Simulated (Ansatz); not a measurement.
**From F to I: the HOMO–LUMO gap**

One atom is swapped for its congeners: C2H3ClF2 (1-chloro-1,1-difluoroethane) `CC(F)(F)Cl`; C2H3Cl2F (1,1-dichloro-1-fluoroethane) `CC(F)(Cl)Cl`; C2H3ClFI `CC(F)(Cl)I`. The Br member is missing. All are singlets with charge 0.

Shapes, held fixed at every level: PBE0-D4/def2-TZVP. Programs: Ansatz 0.2.0. Values in eV.

```
                level  C2H3ClF2  C2H3Cl2F  C2H3ClFI
     SPW92/def2-TZVPP      7.05      6.03      3.86
  B3LYP-D4/def2-TZVPP      9.20      8.12      5.49
  BHLYP-D4/def2-TZVPP     12.38     11.21      7.98
   PBE0-D4/def2-TZVPP      9.81      8.68      5.99
r2SCAN0-D4/def2-TZVPP     10.21      9.02      6.25
   wB97X-V/def2-TZVPP     14.70     13.52     10.43
```

At wB97X-V/def2-TZVPP the HOMO–LUMO gap falls at every step, from 14.70 to 10.43 eV. Every level shows the same order. For atoms past krypton def2 sets carry core potentials with scalar relativity. Orbital gaps aren't excitation energies, and the LUMO depends on the basis.

Replacing fluorine with chlorine and then iodine narrows the gap at every level, with the larger drop on going to iodine, a step that skips bromine. The first step is modest probably because the difluoride already has a chlorine, whose lone pairs should dominate its HOMO; a second chlorine mainly adds lone-pair mixing and another low-lying C–Cl σ* orbital. Iodine changes both edges more strongly: its diffuse, weakly bound 5p lone pairs raise the occupied level, while poorer overlap in the long C–I bond lowers the σ* level. This suggests an n→σ* frontier pattern increasingly localised on the C–I unit.

The ordering is robust, but the absolute gap is not: for the difluoride it runs from 7.05 to 14.70 eV, a spread wider than the substitution effect at any single level, probably reflecting mainly the differing share and range of exact exchange. The gaps alone don't show how much of the narrowing comes from a higher HOMO and how much from a lower LUMO.
